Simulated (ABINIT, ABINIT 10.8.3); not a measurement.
# The c axis of hcp titanium with PBE and PBEsol, and its sensitivity to the k mesh

## The measurement

The reference is c = 4.685 Å for α-titanium at room temperature, from Rietveld refinement of X-ray diffraction on a recrystallized polycrystalline plate with 600 wppm oxygen ("Impact of oxygen ordering on titanium lattice parameters", 2024, arXiv:2402.07147). A second value, 4.686 Å, is an X-ray literature figure for the metal quoted for comparison in "Local chemical bonding and structural properties in Ti3AlC2 MAX phase and Ti3C2Tx MXene probed by Ti 1s X-ray absorption spectroscopy" (2020, arXiv:2010.00293); being secondhand, it supports the first only loosely. Interstitial oxygen expands c, so the pure metal should lie slightly lower, but I expect the effect at this oxygen content to be small.

| compared with | measured | source's wording or label | T (K) | method |
| --- | --- | --- | --- | --- |
| c (Å) | 4.685 | 4.685 ± 0.0001 A | room temperature | XRD, Rietveld refinement * |
| c (Å) | 4.686 | c axis | – | XRD |

Where a quantity has several values, deviations refer to the one marked *.

## Model and target

I want c of α-Ti within 0.5 % of the reference, about 0.023 Å. Gradient-corrected functionals commonly err by up to about 1 % in the lattice constants of metals, so this target asks for a functional that suits titanium and not merely a typical one. The model is the perfect two-atom hcp cell, nonmagnetic and static, with a and c relaxed together in P6₃/mmc. Thermal expansion and zero-point motion are left out; together they should make the measured axis longer by roughly 0.2 %. The diffraction cell I start from has c = 4.680 Å, slightly below the reference, which does not matter once the cell is relaxed.

I go straight to PBE and skip LDA, which overbinds 3d metals and would give a clearly short axis. PBEsol serves as the neighbouring level, and tighter settings follow.

System: Ti (titanium), hcp alpha; P6_3/mmc (No. 194), 2 atoms in the primitive cell; the database structure is a diffraction structure: a = 2.950 Å, c = 4.680 Å.

## 1. PBE and PBEsol at equal settings

PBE usually does well for the early 3d metals, where PBEsol tends to contract the lattice too far. I expect PBE slightly short of the measured c and PBEsol shorter by a further per cent or so. Cutoff, mesh and smearing are the same in both runs, so the difference between them should come mainly from the functional.

**Run 1.** ABINIT 10.8.3: PBE, JTH PAW datasets, cell and atoms relaxed from the database structure, cutoff 20 Ha, 12x12x6 k mesh, Gaussian smearing 0.1 eV.

Key lines of the input:
```
# potential files: JTH PAW datasets, made for PBE
ecut 20
pawecutdg 40
ecutsm 0.5
dilatmx 1.06
optcell 2
ionmov 2
ntime 50
ngkpt 12 12 6
shiftk 0.0 0.0 0.0
occopt 7
tsmear 0.1 eV
nband 19
nstep 80
tolvrs 1.0d-10
pseudos "Ti.xml"
ntypat 1
znucl 22
natom 2
typat 1 1
# ... acell, rprim, xred
```

Command:
```
OMP_NUM_THREADS=1 mpirun -n 8 abinit run.abi > run.log
```

Selected lines of the output:
```
            acell      5.5542810077E+00  5.5542810058E+00  8.8007317337E+00 Bohr
```

Converged; 34 s on 8 cores of Arm Neoverse V2, shared host.

**Run 2.** ABINIT 10.8.3: PBEsol, JTH PAW datasets, cell and atoms relaxed from the database structure, cutoff 20 Ha, 12x12x6 k mesh, Gaussian smearing 0.1 eV; PBE datasets.

Key lines of the input, as changed from run 1:
```diff
+ ixc -116133
```

Command:
```
OMP_NUM_THREADS=1 mpirun -n 4 abinit run.abi > run.log
```

Selected lines of the output:
```
            acell      5.4840458368E+00  5.4840458349E+00  8.6861908111E+00 Bohr
```

Converged; 57 s on 4 cores of Arm Neoverse V2, shared host.

| quantity | run 1 | run 2 | measured |
| --- | --- | --- | --- |
| c (Å) | 4.657 | 4.597 | 4.685 |
| a (Å) | 2.939 | 2.902 |  |
| conventional cell volume (Å³) | 34.84 | 33.52 |  |
| final pressure (GPa) | −0.00321 | 0.00655 |  |

PBE gives c = 4.657 Å, 0.028 Å or 0.6 % below the reference, and so just misses the 0.5 % target. PBEsol is shorter by about another 0.06 Å and falls 1.9 % short. The order is the one I expected. The ratio c/a is almost the same in both, about 1.58, so going from PBE to PBEsol shrinks the cell nearly uniformly and does not single out the c axis.

## 2. Mesh, cutoff and potentials under PBEsol

PBE misses by only about 0.005 Å beyond the limit, so a modest numerical error could matter. I test the settings under PBEsol: a denser k mesh, then a higher cutoff, each changed alone, and then norm-conserving potentials in place of the PAW datasets, which were made for PBE. The last run has a coarser mesh as well, so it can only be a rough cross-check of the potentials. None of this converges PBE itself, but the cell, datasets and starting settings are shared, and the size of the shifts will show whether numerical error on the scale of the miss is plausible. I expect changes of a few thousandths of an ångström from mesh and cutoff.

**Run 3.** ABINIT 10.8.3: PBEsol, JTH PAW datasets, cell and atoms relaxed from the database structure, cutoff 20 Ha, 15x15x8 k mesh, Gaussian smearing 0.1 eV; PBE datasets.

Key lines of the input, as changed from run 2:
```diff
- ngkpt 12 12 6
+ ngkpt 15 15 8
```

Selected lines of the output:
```
            acell      5.4895171680E+00  5.4895171661E+00  8.6721024469E+00 Bohr
```

Converged; 62 s on 8 cores of Arm Neoverse V2, shared host.

**Run 4.** ABINIT 10.8.3: PBEsol, JTH PAW datasets, cell and atoms relaxed from the database structure, cutoff 26 Ha, 12x12x6 k mesh, Gaussian smearing 0.1 eV; PBE datasets.

Key lines of the input, as changed from run 2:
```diff
- ecut 20
- pawecutdg 40
+ ecut 26
+ pawecutdg 52
```

Selected lines of the output:
```
            acell      5.4842211828E+00  5.4842211809E+00  8.6867476151E+00 Bohr
```

Converged; took 52 s.

**Run 5.** ABINIT 10.8.3: PBEsol, PseudoDojo norm-conserving potentials, cell and atoms relaxed from the database structure, cutoff 42 Ha, 9x9x4 k mesh, Gaussian smearing 0.1 eV.

Key lines of the input:
```
# potential files: PseudoDojo norm-conserving potentials, made for PBEsol
ecut 42
ecutsm 0.5
dilatmx 1.06
optcell 2
ionmov 2
ntime 50
ngkpt 9 9 4
shiftk 0.0 0.0 0.0
occopt 7
tsmear 0.1 eV
nband 19
nstep 80
tolvrs 1.0d-10
pseudos "Ti.upf"
ntypat 1
znucl 22
natom 2
typat 1 1
# ... acell, rprim, xred
```

Selected lines of the output:
```
            acell      5.4929903848E+00  5.4929903830E+00  8.6378923963E+00 Bohr
```

Converged; took 63 s.

| quantity | run 3 | run 4 | run 5 | measured |
| --- | --- | --- | --- | --- |
| c (Å) | 4.589 | 4.597 | 4.571 | 4.685 |
| a (Å) | 2.905 | 2.902 | 2.907 |  |
| conventional cell volume (Å³) | 33.54 | 33.53 | 33.45 |  |
| final pressure (GPa) | −0.01011 | 0.00613 | −0.00217 |  |

The cutoff is not the problem under PBEsol: raising it moves c by less than 0.001 Å. The k mesh matters more. The denser one shortens c by about 0.007 Å and lengthens a by 0.003 Å, while the volume hardly changes. So the mesh acts mainly on c/a, and c is more sensitive to it than the volume suggests. Two meshes do not establish a converged value.

The norm-conserving run gives c = 4.571 Å, 0.026 Å below the PAW value at the original settings, again with a slightly longer a and a volume only 0.2 % smaller. Its mesh is coarser, particularly along c, so I cannot divide the difference between potentials and sampling. It does not serve as a clean check of the PAW datasets.

All four PBEsol runs remain 1.9 to 2.4 % below the reference, far more than these changes of settings. For PBE the position is less comfortable. Its miss beyond the limit, about 0.005 Å, is smaller than the mesh shift seen under PBEsol. That shift leads away from experiment, but I cannot carry its sign or size over to PBE. The PBE value misses the target as calculated, with its own mesh error untested.

## Collected results

| run | settings | c (Å) | deviation | cost |
| --- | --- | --- | --- | --- |
| 1 | PBE, JTH PAW datasets, cutoff 20 Ha, 12x12x6 k mesh | 4.657 | −0.028 (−0.6 %) | 4.6 core-min |
| 2 | PBEsol, JTH PAW datasets, cutoff 20 Ha, 12x12x6 k mesh, PBE datasets | 4.597 | −0.088 (−1.9 %) | 3.8 core-min |
| 3 | PBEsol, 15x15x8 mesh, PBE datasets | 4.589 | −0.096 (−2.0 %) | 8.3 core-min |
| 4 | PBEsol, cutoff 26 Ha, PBE datasets | 4.597 | −0.088 (−1.9 %) | 7 core-min |
| 5 | PBEsol, PseudoDojo, cutoff 42 Ha, 9x9x4 mesh | 4.571 | −0.114 (−2.4 %) | 8.4 core-min |
|  | measured | 4.685 |  |  |

## Outcome

PBE misses the target: c = 4.657 Å is 0.6 % below the measured 4.685 Å, where I had asked for 0.5 %. The run cost about 5 core-minutes. PBEsol, at the same settings, is 1.9 % short and clearly the poorer of the two for this axis.

Part of the PBE shortfall probably has a physical origin. The calculation is static, and the rough 0.2 % I allowed for thermal and zero-point expansion would account for about a third of the gap. Dissolved oxygen in the measured plate also lengthens c, presumably by much less. The remaining 0.4 % or so is of a size usual for a gradient-corrected functional, but I cannot assign it to PBE alone, because the k mesh was not tested at that level.

That is the weak point of the work. I spent the checks on PBEsol, while the verdict rests on PBE. They did show that cutoff hardly matters there and that a denser mesh shifts c by 0.007 Å, more than the 0.005 Å by which PBE exceeds the limit. A denser mesh under PBE would have been the better use of a run.

The comparison of the two functionals is firmer: their difference of about 0.06 Å is several times the mesh shift seen under PBEsol.

[Logs are printed without paths, hosts, clocks, repeated set-up lines and the standing remarks that a program may print on its own settings, such as how far it seeks lower states.]

[The runs shown are a pick from a larger set of finished runs; failed, doubtful and other runs were left out of it ahead of writing. So were measured values far from every level or from commonly accepted values, and agreement can look better than it is. Lines of input and output are excerpts and may be shortened.]
